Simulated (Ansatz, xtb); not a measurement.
**BF2GeH3: which of two isomers lies lower**

Structure X is `F[B](F)[GeH3]`, a singlet and structure Y is `F[BH][GeH2][F]`, a singlet. Both are isolated molecules in the gas phase, relaxed with r2SCAN-D4/def2-SVP; the shapes shown needn't be the lowest conformers.

X (Å):

```xyz
7

B    -1.1374   -1.2955    1.2737
F    -2.2984   -1.6233    0.7312
F    -0.6688   -2.1069    2.2060
Ge   -0.1252    0.4072    0.6738
H    -1.0102    1.6450    0.8831
H     1.1823    0.5944    1.4527
H     0.1984    0.3226   -0.8254
```

Y (Å):

```csv
atom,x (Å),y (Å),z (Å)
B,-0.5162,-0.7010,2.0952
F,-1.3869,-0.1774,2.9346
F,-1.7555,1.1224,-0.1049
Ge,-0.5020,-0.0847,0.1128
H,0.2523,-1.5350,2.5264
H,0.8154,0.5925,-0.3093
H,-0.8253,-1.2146,-0.8827
```

**Question.** Estimate which is lower in electronic energy at CCSD(T)/def2-TZVP, and by roughly how much.

**Answer.** The CCSD(T)/def2-TZVP calculation puts structure X lower, by 1.204 eV.

The same difference at several levels:

```json
{"level": "GFN2-xTB", "geometry": "GFN2-xTB", "E(Y) − E(X) (eV)": "+0.192", "departure from the last row (eV)": "−1.012", "job, with rough time for the two": "optimisation, 0.17 s"}
{"level": "HF/STO-3G", "geometry": "GFN2-xTB", "E(Y) − E(X) (eV)": "+2.256", "departure from the last row (eV)": "+1.052", "job, with rough time for the two": "single point, 0.54 s"}
{"level": "r2SCAN-D4/def2-SVP//GFN2-xTB", "geometry": "GFN2-xTB", "E(Y) − E(X) (eV)": "+1.436", "departure from the last row (eV)": "+0.232", "job, with rough time for the two": "single point, 2.9 s"}
{"level": "r2SCAN-D4/def2-SVP", "geometry": "r2SCAN-D4/def2-SVP", "E(Y) − E(X) (eV)": "+1.370", "departure from the last row (eV)": "+0.166", "job, with rough time for the two": "optimisation, 50 s"}
{"level": "HF/def2-TZVP", "geometry": "r2SCAN-D4/def2-SVP", "E(Y) − E(X) (eV)": "+1.130", "departure from the last row (eV)": "−0.074", "job, with rough time for the two": "part of the CCSD(T) run"}
{"level": "MP2/def2-TZVP", "geometry": "r2SCAN-D4/def2-SVP", "E(Y) − E(X) (eV)": "+1.195", "departure from the last row (eV)": "−0.009", "job, with rough time for the two": "part of the CCSD(T) run"}
{"level": "CCSD(T)/def2-TZVP", "geometry": "r2SCAN-D4/def2-SVP", "E(Y) − E(X) (eV)": "+1.204", "departure from the last row (eV)": "", "job, with rough time for the two": "single point, 1.7 min"}
```

As drawn, Y has 1 F–Ge, 1 B–H in place of 1 B–F, 1 Ge–H.

The levels shown agree on the order. The largest departure from CCSD(T)/def2-TZVP is that of HF/STO-3G, 1.052 eV.

With harmonic frequencies from r2SCAN-D4/def2-SVP (ideal gas, rigid rotor, one conformer each, 298.15 K, 1 atm): on the last row, ΔE + ΔZPE = +1.218 eV. A mode under 50 cm⁻¹ makes harmonic enthalpies and free energies unreliable, so none is given.

The correlated steps freeze 12 core orbitals; the filled d shell of Ge is correlated, in a basis made for valence electrons. Codes used: Ansatz 0.2.0, xtb 6.7.1; the last row on 2 threads of AMD EPYC 7R43 64-Core Processor (Zen 3) on a shared host.

Fluorine prefers boron to germanium here: moving one F to Ge and one H back to B costs 1.204 eV at CCSD(T)/def2-TZVP, and zero-point energy barely alters this. The main reason is probably the exceptional strength of the B–F bond, in which a polar σ bond is reinforced by donation from fluorine lone pairs into the empty boron 2p orbital. Tetravalent germanium has no comparably low-lying empty p orbital. Ge–F is itself strong and B–H is stronger than Ge–H, but together they don't make up for the loss.

Hartree–Fock in the larger basis already gives +1.130 eV, so the preference is largely a mean-field effect; correlation contributes little net, as expected when both isomers are closed-shell and have the same number of single bonds. The large overestimate with STO-3G therefore points mainly to the minimal basis, which describes polar bonds to fluorine poorly, rather than to missing correlation. The energy difference doesn't show whether Y would persist, since that depends on the barrier to F/H exchange.
